Examination question: the bond in RbAl across six methods

Three sizes are worth remembering. Two unit charges 3.5 Å apart attract each other by 14.4 eV Å / 3.5 Å ≈ 4 eV. Moving an electron from Rb to Al at infinite distance costs about as much, some 3.8 eV (ionisation energy 4.2 eV less electron affinity 0.43 eV, rough recalled values). The spin-orbit constant of an Al 3p electron is only about 0.01 eV (also rough and recalled).

RbAl, computed with an in-house axial X2C program (version 1), Gaussian nuclei and the basis sets dyall-cv3z (Rb) and dyall-v3z (Al); inner shells are frozen in MP2 and coupled cluster. Changes are two-component values, with atomic mean-field spin-orbit coupling including the Gaunt term, less spin-free ones. Every row has 2Σ = 2 and Λ = 1 spin-free, 2Ω = 4 two-component.

```
 method  exact exchange, long range (%)  r_e, spin-free (Å)  ω_e, spin-free (cm⁻¹)  D_e, spin-free (eV)  change of D_e (eV)
   BP86                               0               3.518                    120                 0.59               -0.01
   PBE0                              25               3.492                    128                 0.62               -0.01
     HF                             100               3.650                    117                 0.13                0.00
   CCSD                             n/a               3.525                    126                 0.47               -0.01
CCSD(T)                             n/a               3.510                    127                 0.51               -0.01
    MP2                             n/a               3.500                    126                 0.45               -0.01
```

Here r_e is the bond length, ω_e the harmonic wavenumber and D_e the well depth measured to neutral atoms. Σ, Λ and Ω are the axial spin, orbital and total angular momenta. A change is the two-component value, with spin-orbit coupling, less the spin-free one.

Question

(a) D_e varies by a factor of 4.8 between methods, ω_e by 9 % and r_e by 4.5 %. Explain, with attention to HF.
(b) Account for the positions of the two functionals.
(c) Show by a first-order estimate where the spin-orbit changes of D_e (tabulated) and r_e (0.002 Å in every row) come from, for BP86. At 3.498 Å its two spin-up π levels, degenerate without spin-orbit coupling, lie at −0.08956 hartree (occupied) and −0.08997 hartree (empty). Their gap is 0.0140 eV at 3.04 Å and 0.0101 eV at 3.90 Å.

Model answer

The state. With 2Σ = 2 and Λ = 1 every row is a ³Π determinant, σ¹π¹. In PBE0 the σ orbital mixes Rb s and Al p, and the π orbital is about 0.8 Al p. The two electrons have parallel spins, so there is no electron-pair bond. ⟨S²⟩ stays within 1 % of 2 in BP86, PBE0 and HF, so spin contamination explains nothing. PBE0 chose this determinant for all methods in a search that was not exhaustive: it need not be the ground state.

(a) A Morse curve ties stiffness to depth through k = 2a²D_e, with force constant k = μ(2πcω_e)², reduced mass μ and range parameter a. If a were common to all methods, ω_e would scale as √D_e. Anchored on the CCSD(T) row, this gives for HF

ω_e = 127 × √(0.13/0.51) = 64 1/cm,

against 117 1/cm. It also puts BP86 at 137 1/cm, above CCSD(T), whereas the table has it below. Depth and stiffness are decoupled.

An alkali halide molecule shows how that can be. Its well is shaped by Coulomb attraction and core repulsion of two ions, but it dissociates to neutral atoms. For V = −e²/r + B exp(−r/ρ), zero force at r_e eliminates B and leaves

k = (e²/r_e³)(r_e/ρ − 2)
D_e = (e²/r_e)(1 − ρ/r_e) − (IP − EA)

with e² = 14.4 eV Å, ρ the range of the repulsion, IP the ionisation energy and EA the electron affinity. D_e is a small difference of large terms, and an error that merely shifts the well against the atoms leaves k and r_e alone. Solving for ρ from each row's own k and r_e gives an ionic depth of 3.2 to 3.4 eV in all six rows. The analogy stops there: less 3.8 eV, the point ions are unbound by 0.4 to 0.5 eV. The dipole at 3.50 Å corresponds to only 0.38, 0.45 and 0.57 of a unit charge in BP86, PBE0 and HF. RbAl is a polar molecule with a shared σ electron, and the halide supplies only the logic.

The computed curves show the decoupling directly. MP2 binds more than HF by 0.41 eV at 3.18 Å, 0.33 eV at 3.50 Å and still 0.23 eV at 4.37 Å (each good to about 0.01 eV, because D_e is rounded). Correlation is thus mostly an offset, which deepens the well, plus a gentle slope g, which pulls the atoms together. A cubic least-squares fit of the MP2 less HF energy at seven distances from 3.18 to 3.90 Å gives g = 0.142 eV/Å at the HF minimum, where k = 1.03 eV/Å². Then δr ≈ −g/k ≈ −0.14 Å, against 3.500 − 3.650 = −0.150 Å in the table. This is book-keeping on the same curves, not independent evidence.

HF keeps a fairly stiff minimum in a shallow well because its curve changes character. By 4.37 Å it has climbed over 80 % of its depth, MP2 about 43 %, and its dipole has fallen from 9.64 D at 3.50 Å to 6.32 D. The polar well gives way early as the curve heads for neutral atoms, though at 4.37 Å the dipole still corresponds to 0.30 of a unit charge.

HF underestimates the electron affinity of Al, but that cannot be the whole cause: it also underestimates the ionisation energy of Rb, which works the other way, and it is the most polar of the three rows at 3.50 Å. Standard physics offers correlation of the extra charge on Al, dispersion, and core-valence correlation with the Rb 4s4p shell, which also stabilises the neutral Rb atom and so need not favour binding. All of these enter the balance, as does basis-set superposition, and their shares are not resolved here.

(b) Relative to CCSD(T), BP86 overbinds by 0.08 eV (16 %) and PBE0 by 0.11 eV (22 %), while both lengths are within 0.02 Å. The column of exact exchange does not order r_e or D_e. HF lacks correlation altogether, and BP86 and PBE0 differ in their gradient-corrected parts as well. The dipole at 3.50 Å does rise with exact exchange, as delocalisation error would have it: semilocal exchange favours fractional charges, HF whole ones. That the same error lowers the molecule against the atoms is an argument, and not a sufficient one, since PBE0 binds more than BP86.

BP86 is irregular in ω_e. A power law ω_e ∝ r_e^n, fitted by least squares in logarithms to all six rows, has n ≈ −1.8, fixed largely by the distant HF point. BP86 lies 5 1/cm below the line, the others within 2 1/cm. The cause is left open. Low polarity alone does not explain it, since HF has the largest dipole of the three rows at 3.50 Å and yet the smallest k.

(c) The operator A l_z s_z splits a spin-up π pair into levels at ±A/2. With 2Ω = 4 the electron has l_z parallel to its spin and sits at +A/2; the σ electron has no first-order shift. From the given levels,

A = 0.00041 hartree × 27.2 eV/hartree = 0.0112 eV
change of D_e ≈ −A/2 = −0.0056 eV.

The unrounded change is −0.0060 eV. For PBE0, with A taken from the shifts of the same two levels, the pair is −0.0054 and −0.0058 eV. Nothing was adjusted to these changes.

A/2 falls from 0.0070 eV at 3.04 Å to 0.0051 eV at 3.90 Å, so the penalty pushes the atoms apart. A quadratic fit of A at the same seven distances gives the slope A′/2 = −0.0020 eV/Å at r_e, and with k = 1.08 eV/Å²

change of r_e ≈ −(A′/2)/k = 0.0020/1.08 = 0.0019 Å,

matching 0.002 Å. A term so small and smooth leaves ω_e unchanged to the printed digit. Since the π electron lives mainly on Al, a heavier group 13 partner should enlarge A strongly, a different alkali much less.

Remarks on the reasoning

A good answer notices that the occupied level lies above the empty one. For one π electron Ω = 2 is the highest component of ³Π and Ω = 0 the lowest, so these changes do not describe the lowest level.

The agreement in (c) also exposes a gap. It leaves only −0.0004 eV for the atoms, whereas a true Al ²P₁/₂ level drops by the full constant of about 0.01 eV. With that drop the change would be roughly −0.015 eV for Ω = 2 and −0.004 eV for Ω = 0. The spin-free atomic outputs point to the reason: the Al atom has Λ = 0, so its 3p electron sits in the m_l = 0 orbital, where A l_z s_z vanishes. A true ²P₁/₂ level mixes this orbital with one of m_l = ±1 and opposite spin, which a spin-polarised determinant is expected to resist. The mean-field Coulomb and Gaunt terms, present only in the two-component runs, enter the same balance.

The 0.00 of HF may be rounding alone; its unrounded change is not given. The unrounded changes of MP2, CCSD and CCSD(T) are −0.0051 to −0.0052 eV, barely past the point at which they round to −0.01.

CCSD(T) serves as a yardstick, not as truth. The basis is triple zeta without counterpoise correction, and coupled cluster used 90 natural virtual orbitals, fewer than half of all, with an MP2 remainder of 0.0092 hartree. The 0.02 eV between MP2 and CCSD is not secure; the 0.38 eV between HF and CCSD(T) is far larger.
